**What sets the force constant of group 1 and group 2 dimers**

The table holds bond lengths, harmonic wavenumbers, force constants, well depths and Mayer bond orders of eight homonuclear dimers from H₂ to Cs₂, computed with PySCF at the PBE0/def2-SVPD level. The program rebuilds the force constant from the wavenumber and the isotope masses, splits the fall of the wavenumber into mass and stiffness, and fits power laws in bond length, well depth and bond order to the seven dimers with core electrons. Length describes the force constant to 8% rms with an exponent of −2.42, against 46% for depth and 60% for bond order, and H₂, outside the fit, is predicted 12% low. An added factor for group 2 is 0.88 for the force constant and 0.39 for the well depth. The Morse width parameter is compared with the cubic Dunham coefficient in four rows and overshoots it by 39% and 45% for Li₂ and Na₂.

Singlet homonuclear dimers of groups 1 and 2, computed with PySCF 2.14.0 at the unrestricted PBE0/def2-SVPD level without spin-orbit coupling; ECP marks scalar-relativistic core potentials. Spectroscopic constants come from Dunham fits for the main isotopes. D_e is taken to separate atoms in their high-spin ground configurations, without counterpoise correction.

## Numerical check

```python
# Table: r_e, omega_e, force constant k, D_e, Mayer order of group 1 and 2 homonuclear dimers,
# PySCF PBE0/def2-SVPD. Tested: share of mass in omega_e, and whether k follows
# bond length (k = C r^-p), well depth D_e or Mayer bond order.
T = {
    'molecule': ['H2', 'Li2', 'Be2', 'Na2', 'Ca2', 'Rb2', 'Sr2', 'Cs2'],
    'Z': [1, 3, 4, 11, 20, 37, 38, 55],
    'valence': [2, 2, 4, 2, 4, 2, 4, 2],
    'rel': ['non-relativistic', 'non-relativistic', 'non-relativistic', 'non-relativistic', 'non-relativistic', 'ECP', 'ECP', 'ECP'],
    're': [0.76, 2.787, 2.518, 3.121, 4.225, 4.304, 4.642, 4.769],  # Å
    'we': [4382, 329, 309, 161, 81, 56, 46, 40],  # 1/cm
    'k': [5.7, 0.22, 0.25, 0.17, 0.08, 0.08, 0.06, 0.06],  # mdyn/Å
    'de': [4.44, 0.85, 0.3, 0.71, 0.22, 0.45, 0.17, 0.4],  # eV
    'mayer': [1.0, 1.0, 0.69, 1.01, 0.59, 1.0, 0.64, 1.01],
    'mu': [0.5, 3.5, 4.5, 11.5, 20.0, 42.5, 44.0, 66.5],  # u
}
import numpy as np
from scipy import constants as c
n = T['molecule']
r, w, kt, D, B = (np.array(T[x], float) for x in ('re', 'we', 'k', 'de', 'mayer'))
g2 = (np.array(T['valence'], float) > 2).astype(float)
# further outputs of the same runs: isotope masses (u), perpendicular polarizability (a.u.), Dunham a1
m = np.array([1.007825, 7.016004, 9.012182, 22.98977, 39.96259, 84.91179, 87.90561, 132.905447])
axx = np.array([4.566, 178.23, 69.03, 207.25, 265.20, 440.91, 335.34, 571.22])
a1 = {'H2': -1.573, 'Li2': -1.811, 'Na2': -1.887, 'Sr2': -4.161}
mu = m / 2
k = mu * c.atomic_mass * (2 * np.pi * c.c * 100 * w)**2 / 100   # mdyn/A
dk = 1.0 / w                                                     # relative rounding of k from omega_e
I = {x: i for i, x in enumerate(n)}
s = np.array([x != 'H2' for x in n])   # H2 has no core: outside the fits
def fit(y, cols, sel):
    A = np.column_stack([np.ones(len(y))] + cols)
    p = np.linalg.lstsq(A[sel], np.log(y[sel]), rcond=None)[0]
    return p, 100 * (np.exp(A @ p) / y - 1)
print('omega_e steps: ratio, shares of ln ratio from mass and from k (an identity)')
for a, b in (('H2', 'Li2'), ('Li2', 'Na2'), ('Li2', 'Cs2'), ('Be2', 'Sr2')):
    i, j = I[a], I[b]
    L = np.log(w[i] / w[j]); f = 50 * np.log(mu[j] / mu[i]) / L
    print(f'{a}->{b}: omega ratio {w[i]/w[j]:.2f}, k ratio {k[i]/k[j]:.2f}, mass {f:.0f}%, k {100-f:.0f}%')
F = {x: fit(k, [np.log(v)], s) for x, v in (('length', r), ('D_e', D), ('Mayer', B))}
print('k = C x^q fitted to the 7 cored dimers (H2 only predicted)')
for x, (p, e) in F.items():
    j = np.argmax(abs(e) * s)
    print(f'x = {x}: C {np.exp(p[0]):.3f}, q {p[1]:.2f}, rms {np.sqrt(np.mean(e[s]**2)):.0f}%, worst {n[j]} {e[j]:+.0f}%')
loo = [fit(k, [np.log(r)], s & (np.arange(len(n)) != i))[0][1] for i in np.where(s)[0]]
print(f'length exponent with one row dropped: {min(loo):.2f} to {max(loo):.2f}')
print('mol  k(mdyn/A) rounding%  model error %: length  D_e  Mayer')
for i, x in enumerate(n):
    print(f'{x:4s} {k[i]:7.4f} {100*dk[i]:5.1f} ' + ' '.join(f'{F[y][1][i]:+7.0f}' for y in F))
G = {}
print('y = C r^q times a factor for group 2, 7 cored dimers')
for x, y in (('k', k), ('D_e', D)):
    p, e = fit(y, [np.log(r), g2], s); G[x] = np.exp(p[2]); j = np.argmax(abs(e) * s)
    q1 = fit(y, [np.log(r)], s & (g2 == 0))[0][1]; q2 = fit(y, [np.log(r)], g2 == 1)[0][1]
    print(f'{x}: q {p[1]:.2f}, factor {G[x]:.2f}, rms {np.sqrt(np.mean(e[s]**2)):.1f}%, worst {n[j]} {e[j]:+.0f}%, '
          f'H2 {e[I["H2"]]:+.0f}%; q alkali {q1:.2f}, q group 2 {q2:.2f}')
print(f'mean Mayer group 2 / group 1: {B[g2==1].mean()/B[g2==0].mean():.2f}; D_e rounding up to {0.5/D.min():.1f}%')
for a, b in (('Be2', 'Li2'), ('Ca2', 'Rb2'), ('Sr2', 'Cs2')):
    i, j = I[a], I[b]
    print(f'{a}/{b}: r_e {r[i]/r[j]:.3f}, k {k[i]/k[j]:.2f}, D_e {D[i]/D[j]:.2f}, Mayer {B[i]/B[j]:.2f}')
coul = c.e**2 / (4 * np.pi * c.epsilon_0) * 1e28      # mdyn A^2
are = np.sqrt(k * 1e-18 / c.e * r**2 / (2 * D))
size = axx**(1 / 3) * c.physical_constants['Bohr radius'][0] * 1e10
wm = w[I['Li2']] * np.sqrt(mu[I['Li2']] / mu)
print('mol  omega if k as Li2 (1/cm), /calc; k r^3 and D_e r in Coulomb units; Morse a*r_e; r_e/alpha_xx^(1/3)')
for i, x in enumerate(n):
    print(f'{x:4s} {wm[i]:6.0f} {wm[i]/w[i]:5.2f} {k[i]*r[i]**3/coul:6.2f} '
          f'{D[i]*c.e*1e18*r[i]/coul:6.3f} {are[i]:6.2f} {r[i]/size[i]:6.2f}')
print('Morse a*r_e against -a1 of the curve:')
print('; '.join(f'{x} {are[I[x]]:.2f} vs {-v:.2f} ({100*(are[I[x]]/-v-1):+.0f}%)' for x, v in a1.items()))
assert np.all(abs(k - kt) <= 0.0051 + k * dk)      # rebuilt k agrees with the printed k
assert -3 < F['length'][0][1] < -2                 # between fixed and Coulomb energy scale
assert np.ptp(B[g2 == 0]) < 0.02                   # Mayer order flat in group 1
assert G['D_e'] < G['k'] < 1                       # groups split more in depth than in stiffness
```

Running it gives:

```
omega_e steps: ratio, shares of ln ratio from mass and from k (an identity)
H2->Li2: omega ratio 13.32, k ratio 25.48, mass 37%, k 63%
Li2->Na2: omega ratio 2.04, k ratio 1.27, mass 83%, k 17%
Li2->Cs2: omega ratio 8.22, k ratio 3.57, mass 70%, k 30%
Be2->Sr2: omega ratio 6.72, k ratio 4.63, mass 60%, k 40%
k = C x^q fitted to the 7 cored dimers (H2 only predicted)
x = length: C 2.574, q -2.42, rms 8%, worst Sr2 +14%
x = D_e: C 0.206, q 0.64, rms 46%, worst Cs2 +82%
x = Mayer: C 0.123, q 0.54, rms 60%, worst Cs2 +97%
length exponent with one row dropped: -2.56 to -2.32
mol  k(mdyn/A) rounding%  model error %: length  D_e  Mayer
H2    5.7010   0.0     -12     -91     -98
Li2   0.2237   0.3      -4     -17     -45
Be2   0.2535   0.3      +8     -63     -60
Na2   0.1756   0.6      -7      -6     -30
Ca2   0.0772   1.2      +2      +0     +20
Rb2   0.0784   1.8      -4     +57     +57
Sr2   0.0548   2.2     +14     +20     +76
Cs2   0.0626   2.5      -7     +82     +97
y = C r^q times a factor for group 2, 7 cored dimers
k: q -2.42, factor 0.88, rms 3.3%, worst Ca2 -6%, H2 -7%; q alkali -2.41, q group 2 -2.43
D_e: q -1.10, factor 0.39, rms 8.7%, worst Ca2 -13%, H2 -27%; q alkali -1.41, q group 2 -0.82
mean Mayer group 2 / group 1: 0.64; D_e rounding up to 2.9%
Be2/Li2: r_e 0.903, k 1.13, D_e 0.35, Mayer 0.69
Ca2/Rb2: r_e 0.982, k 0.98, D_e 0.49, Mayer 0.59
Sr2/Cs2: r_e 0.973, k 0.87, D_e 0.42, Mayer 0.63
mol  omega if k as Li2 (1/cm), /calc; k r^3 and D_e r in Coulomb units; Morse a*r_e; r_e/alpha_xx^(1/3)
H2      868  0.20   1.08  0.234   1.52   0.87
Li2     329  1.00   2.10  0.165   2.53   0.94
Be2     290  0.94   1.75  0.052   4.09   1.16
Na2     182  1.13   2.31  0.154   2.74   1.00
Ca2     138  1.70   2.53  0.065   4.42   1.24
Rb2      95  1.69   2.71  0.135   3.17   1.07
Sr2      93  2.02   2.38  0.055   4.66   1.26
Cs2      76  1.89   2.95  0.132   3.33   1.09
Morse a*r_e against -a1 of the curve:
H2 1.52 vs 1.57 (-3%); Li2 2.53 vs 1.81 (+39%); Na2 2.74 vs 1.89 (+45%); Sr2 4.66 vs 4.16 (+12%)
```
